## Appendix: Self force and total momentum in smooth particle-mesh Ewald

Lengths are in Å, charges in $e$, energies in kcal/mol, and $k_e=e^2/4\pi\varepsilon_0=332.06$ kcal Å/mol.

### A.1 The method

In a cubic cell of edge $L$ and volume $V$, with integer triples $\mathbf m$ and $\mathbf s=\mathbf m/L$, the reciprocal Ewald energy for splitting parameter $\beta$ and conducting boundary conditions is

$$E_{\rm rec}=\frac{k_e}{2\pi V}\sum_{\mathbf m\neq0}\frac{e^{-\pi^2s^2/\beta^2}}{s^2}\,|S(\mathbf m)|^2,\qquad S(\mathbf m)=\sum_i q_i\,e^{2\pi i\,\mathbf s\cdot\mathbf r_i}.$$

The mesh has $K$ points per edge, spacing $h=L/K$ and scaled coordinate $u=x/h$. The cardinal B-spline $M_n$ is the $n$-fold convolution of the unit box on $[0,1]$, with support $[0,n]$ and $M_n(u)=M_n(n-u)$; $n$ is taken even. The smooth particle-mesh Ewald method (SPME; Essmann et al., 1995) replaces each factor of the phase by an Euler exponential spline. With $\theta=2\pi m/K$,

$$e^{i\theta u}\approx\tilde e(\theta,u)=b(m)\sum_{k}M_n(u-k)\,e^{i\theta k},\qquad b(m)=\frac{e^{i(n-1)\theta}}{\sum_{k=0}^{n-2}M_n(k+1)\,e^{i\theta k}}.$$

At integer $u$ the sum equals $e^{i\theta u}\sum_l M_n(l)e^{-i\theta l}$, and the symmetry of $M_n$ shows that $b$ is the inverse of the last factor, so $\tilde e$ is exact at mesh points. Let $Q(\mathbf k)=\sum_i q_i\prod_\alpha M_n(u_{i\alpha}-k_\alpha)$, periodically wrapped. Then

$$\tilde E=\tfrac12\sum_{\mathbf k,\mathbf k'}Q(\mathbf k)\,\Psi(\mathbf k-\mathbf k')\,Q(\mathbf k'),\qquad \Psi(\mathbf k)=\frac{k_e}{\pi V}\sum_{\mathbf m\ne0}|b_1b_2b_3|^2\,\frac{e^{-\pi^2s^2/\beta^2}}{s^2}\,e^{2\pi i\,\mathbf m\cdot\mathbf k/K},$$

with $-K/2<m_\alpha\le K/2$. The forces are $-\partial\tilde E/\partial\mathbf r_i$, evaluated with $dM_n/du=M_{n-1}(u)-M_{n-1}(u-1)$.

The Fourier transform of $M_n$ is $[(1-e^{-i\omega})/i\omega]^n$, whose numerator is the same for all $\omega=\theta+2\pi l$. Poisson summation therefore gives

$$\tilde e(\theta,u)=e^{i\theta u}\sum_{l}a_l\,e^{2\pi i l u},\qquad a_l=\frac{(m+lK)^{-n}}{\sum_{l'}(m+l'K)^{-n}}.$$

For $0<m<K/2$ the largest alias has relative amplitude $a_{-1}/a_0=[m/(K-m)]^n$. Differentiation multiplies term $l$ by $i(\theta+2\pi l)$, so in the derivative the relative magnitude is $[m/(K-m)]^{n-1}$.

**Model.** The liquid is $N=216$ rigid three-site methanol molecules (32.04 g/mol) at a typical density of 0.787 g/cm³ and 298 K, which gives $L=24.44$ Å. Typical united-atom inputs are $q_{\rm O}=-0.700$, $q_{\rm H}=0.435$, $q_{\rm C}=0.265$ (methyl site), $r_{\rm OH}=0.945$ Å, $r_{\rm CO}=1.43$ Å and a COH angle of 108.5°, so $r_{\rm CH}=1.948$ Å. The settings are $n=4$, $K=24$ ($h=1.018$ Å) and $\beta=0.35$ Å$^{-1}$, for which ${\rm erfc}(\beta r_c)=8\times10^{-6}$ at $r_c=9$ Å. At $m=4$ the two alias ratios are $1.6\times10^{-3}$ and $8.0\times10^{-3}$.

### A.2 A wrong argument

**The argument of this section is wrong, and so is its conclusion (W4).**

(W1) Inserting $Q$ gives $\tilde E=\frac12\sum_{ij}q_iq_j\Phi(\mathbf r_i,\mathbf r_j)$ with $\Phi=\sum_{\mathbf k,\mathbf k'}W(\mathbf u_i-\mathbf k)\Psi(\mathbf k-\mathbf k')W(\mathbf u_j-\mathbf k')$ and $W=\prod_\alpha M_n$.

(W2) Spreading, the mesh solve and interpolation are all convolutions, and $\Psi$ is even. Hence $\Phi=\Phi(\mathbf r_i-\mathbf r_j)$, an even function.

(W3) The forces are the analytic gradient of $\tilde E$. The $i=j$ terms equal $\frac12q_i^2\Phi(0)$ and have no gradient, and the pair terms obey $\mathbf F_{ij}=-\mathbf F_{ji}$.

(W4) For the methanol cell, $\mathbf F^{\rm self}=0$ on every site and $\sum_i\mathbf F_i=0$ to rounding error. A total momentum zeroed at the start stays zero.

### A.3 The symptom

By (W2), $|\tilde S(\mathbf m)|^2/q^2$ for a single charge cannot matter through its position, since the energy would be constant. Take $\mathbf m=(4,0,0)$, $\theta=\pi/3$. On a mesh point the ratio is 1. At $u=1/2$ the cubic weights are $(1,23,23,1)/48$ and $|b|^{-1}=(2+\cos\theta)/3$, so

$$|\tilde e|^2=\left[\frac{23\cos(\theta/2)+\cos(3\theta/2)}{8\,(2+\cos\theta)}\right]^2=0.9919 .$$

Section A.5 shows that every mode shifts in the same direction, so the shifts cannot cancel. The energy of a lone charge ripples with period $h$, and in a simulation the printed sum of forces is far above rounding level while the energy is well conserved. A test with the charge on a mesh point or at a cell centre misses the effect, because the force vanishes there by symmetry.

### A.4 The faulty line

Line (W2) is false. The sum $\sum_kM_n(u-k)f(k)$ runs over integers, so it commutes with shifts of $u$ by integers only. From the alias expansion, one Cartesian factor of a mode of $\Phi$ is

$$\tilde e(\theta,u_i)\,\tilde e^*(\theta,u_j)=e^{i\theta(u_i-u_j)}\sum_{l,l'}a_la_{l'}\,e^{2\pi i(lu_i-l'u_j)} .$$

A common shift $\delta$ multiplies each term by $e^{2\pi i(l-l')\delta}$, and only $l=l'$ is invariant. The kernel is symmetric under exchange of its arguments, but this does not give $\nabla_i\Phi=-\nabla_j\Phi$. Analytic differentiation guarantees a conservative force. It also makes $\sum_i\mathbf F_i$ equal to minus the derivative of $\tilde E$ under a rigid shift of all charges against the mesh, and this derivative is not zero.

### A.5 The mended calculation

**One charge.** For $n=4$ and $0\le u<1$ (the fractional part), the weights $w_j=M_4(u+j)$ are $u^3/6$, $(1+3u+3u^2-3u^3)/6$, $(4-6u^2+3u^3)/6$ and $(1-u)^3/6$. Put $v=u(1-u)$ and $t=1-\cos\theta$. Expanding $\cos2\theta$ and $\cos3\theta$ in $t$ gives

$$\Big|\sum_jw_je^{-ij\theta}\Big|^2=1-\tfrac23t+\Big(\tfrac19-\tfrac13v^2\Big)t^2-\tfrac29v^3t^3 ,$$

and division by $|b|^{-2}=(1-t/3)^2$ yields the exact form

$$g(\theta,u)\equiv|\tilde e|^2=1-\frac{3v^2t^2+2v^3t^3}{(3-t)^2}\le1 .$$

Let the charge move along a mesh line in $x$, so that the $y$ and $z$ factors equal 1. Replace $V^{-1}\sum_{\mathbf m}$ by $\int d^3s$ with $\boldsymbol\theta=2\pi h\mathbf s$, and set $\sigma=2\beta h=0.713$. The transverse integral is $\int d^2\theta_\perp\,e^{-|\boldsymbol\theta|^2/\sigma^2}/|\boldsymbol\theta|^2=\pi E_1(\theta_x^2/\sigma^2)$, with $E_1$ the exponential integral. Relative to a mesh point,

$$\Delta E(u)=-\frac{k_eq^2}{4\pi h}\left(v^2I_2+v^3I_3\right),\qquad I_2=\int_{-\pi}^{\pi}\!\frac{3t^2E_1(\theta^2/\sigma^2)}{(3-t)^2}\,d\theta,\qquad I_3=\int_{-\pi}^{\pi}\!\frac{2t^3E_1(\theta^2/\sigma^2)}{(3-t)^2}\,d\theta,$$

$$F^{\rm self}_x=-\frac1h\frac{d\Delta E}{du}=\frac{k_eq^2}{4\pi h^2}\,(1-2u)\left(2vI_2+3v^2I_3\right).$$

The force points towards the middle of the mesh interval for either sign of $q$. Here $I_2=9.51\times10^{-3}$ and $I_3=2.74\times10^{-3}$, and the discrete sum over $\mathbf m$ differs from the integral by less than 0.2 %.

**Leading order.** Since $3t^2/(3-t)^2\to\theta^4/12$ and $\int_{-\infty}^\infty\theta^{2j}E_1(\theta^2/\sigma^2)\,d\theta=\sigma^{2j+1}\Gamma(j+\frac12)/(j+\frac12)$,

$$F^{\rm self}_x\simeq\frac{2}{5\sqrt\pi}\,k_eq^2\beta^5h^3\,v(1-2u).$$

**Many charges.** For small $\theta$, $a_l\simeq(\theta/2\pi l)^4$ when $l\ne0$. With $\sum_la_l=1$ and $\sum_{p\ge1}(\cos2\pi pu-1)/p^4=-\pi^4v^2/3$ this gives $\tilde e\simeq e^{i\theta u}(1-\theta^4v^2/24)$. Because $\theta^4e^{i\theta u}=h^4\partial_x^4e^{i\theta u}$, the energy changes to first order by

$$\Delta E\simeq-\frac{h^4}{24}\sum_{i,\alpha}v_{i\alpha}^2\,q_i\,\partial_\alpha^4\phi(\mathbf r_i),\qquad \phi(\mathbf r)=k_e\sum_jq_j\frac{{\rm erf}(\beta|\mathbf r-\mathbf r_j|)}{|\mathbf r-\mathbf r_j|},$$

where $j$ covers images, bonded partners and $i$ itself. The real-space sum and the analytic exclusion corrections are central pair terms and carry no net force. A rigid shift leaves $\partial^4_x\phi(\mathbf r_i)$ unchanged and alters only $v$, so

$$\sum_iF_{ix}\simeq\frac{h^3}{12}\sum_iv_{ix}(1-2u_{ix})\,q_i\,\partial_x^4\phi(\mathbf r_i).$$

Each term is also the leading, order $h^3$, force error on site $i$. Averaged over the direction of $\mathbf r_{ij}$, $\partial_x^4$ becomes $\nabla^4/5$, and $\nabla^4f=r^{-1}d^4(rf)/dr^4$ for a radial $f$. This gives

$$\langle\partial_x^4\phi(\mathbf r_i)\rangle=\frac{24k_e\beta^5}{5\sqrt\pi}\,\tilde q_i,\qquad \tilde q_i=\sum_jq_j\,w(r_{ij}),\qquad w(r)=\Big(1-\tfrac23\beta^2r^2\Big)e^{-\beta^2r^2}.$$

The term $j=i$, with $w=1$, reproduces the leading self force. In general $q_i^2$ is replaced by $q_i\tilde q_i$.

### A.6 Size in the methanol model

For the oxygen charge alone, $k_eq_{\rm O}^2/4\pi h^2=12.49$ kcal/(mol Å). The energy ripple along a mesh line is $|\Delta E(1/2)|=8.1\times10^{-3}$ kcal/mol. The self force is 0.0241 kcal/(mol Å) at $u=1/4$, and its root mean square over $u$ is 0.0176 kcal/(mol Å), where (W4) has zero. The leading-order formula gives 0.0191 at $u=1/4$, which is 21 % low. The bare Coulomb force between O and H at a typical hydrogen-bond distance of 1.9 Å is 28.0 kcal/(mol Å) with these charges, so the rms self force is $6\times10^{-4}$ of that scale.

If the self terms were the whole effect, with independent uniform $u_i$, the net force per component would be $0.0176\,\sqrt{N(q_{\rm O}^4+q_{\rm H}^4+q_{\rm C}^4)}/q_{\rm O}^2=0.28$ kcal/(mol Å). The molecule is neutral and small compared with $1/\beta$, however, and the bonded partners cancel most of it. The weights are $w_{\rm OH}=0.831$, $w_{\rm CO}=0.648$ and $w_{\rm CH}=0.433$.

| site | $q_i$ | $\tilde q_i$ (own molecule) | $q_i\tilde q_i$ |
|---|---|---|---|
| O | $-0.700$ | $-0.167$ | $0.117$ |
| H | $0.435$ | $-0.032$ | $-0.014$ |
| CH$_3$ | $0.265$ | $-0.0003$ | $-0.0001$ |

Oxygen dominates. Scaling its rms force by $\tilde q_{\rm O}/q_{\rm O}=0.238$ gives $f\approx0.004$ kcal/(mol Å) per molecule. For independent molecules the net force is $f\sqrt N$ with $\sqrt N=14.7$, or about 0.06 kcal/(mol Å) per component.

Three neglected contributions limit this figure. The screening factor is of leading order, which the single-charge case shows to be good to about a fifth. The weight depends on orientation: for the OH pair it runs from 0.646 with the bond along $x$ to 0.925 with the bond normal to $x$. Neighbours rival $\tilde q_{\rm O}$ itself: a hydrogen at 1.9 Å adds $+0.20$ and each oxygen at a typical 2.8 Å adds $-0.10$. An oxygen in a hydrogen-bonded chain has one of the first and two of the second, which nearly cancel on average but fluctuate. The model's net force is thus uncertain by roughly a factor of two.

The net force averages to zero over rigid shifts, so the momentum performs a random walk, $d\langle P_x^2\rangle/dt=2Nf^2\tau$, with $\tau$ the integrated autocorrelation time. The thermal speed per component of a molecule of mass $M$ is $v_T=\sqrt{k_BT/M}=2.8$ Å/ps. Free flight dephases the first harmonic as $\exp[-\frac12(2\pi v_Tt/h)^2]$, so $\tau=\sqrt{\pi/2}\,h/2\pi v_T=0.07$ ps, with caging and libration ignored. The equipartition value $\langle P_x^2\rangle=NMk_BT$ is approached on the time scale $Mk_BT/2f^2\tau\approx2\times10^{-8}$ s, independent of $N$. This is an order of magnitude only, since $f$ enters squared. The whole liquid then drifts at $v_T/\sqrt N=0.19$ Å/ps per component and crosses one cell edge in 0.13 ns, which enters any mean-square displacement not referred to the centre of mass.

### A.7 What restores the lost property

1. Replace $\mathbf F_i$ by $\mathbf F_i-(m_i/M_{\rm tot})\sum_j\mathbf F_j$, with site masses $m_i$ and total mass $M_{\rm tot}$. The correction does work at the rate $-\mathbf P\cdot\sum_j\mathbf F_j/M_{\rm tot}$, which vanishes at $\mathbf P=0$. It is the constraint force that fixes the centre of mass, so both momentum and energy are kept. The position-dependent errors on individual sites remain almost unchanged.

2. Differentiate in reciprocal space, multiplying each mode by $-2\pi i\mathbf s$ and interpolating the field with the spreading spline. The total force is then proportional to a sum of $\mathbf s\,|\tilde S(\mathbf m)|^2$ times an even weight, which cancels between $\pm\mathbf m$ once the unpaired components $m_\alpha=K/2$ are dropped. The same argument for one charge removes the self force. These forces are not the gradient of $\tilde E$, and three inverse transforms replace one.

3. Raise the order. The first harmonic of the self force scales as the moment with $j=n/2$ divided by $(2\pi)^n$, so going from $n=4$ to $n=6$ multiplies it, at leading order, by $25\beta^2h^2/14\pi^2=0.023$.

4. Subtract the analytic self term $\Delta E(u)$ site by site. This removes the self force of an isolated ion, but in a compact neutral molecule it replaces $\tilde q_i$ by $\tilde q_i-q_i$. For the oxygen site of the model, $|\tilde q_{\rm O}-q_{\rm O}|/|\tilde q_{\rm O}|=3.2$, so at leading order the subtraction enlarges the mesh-periodic force on that site about threefold.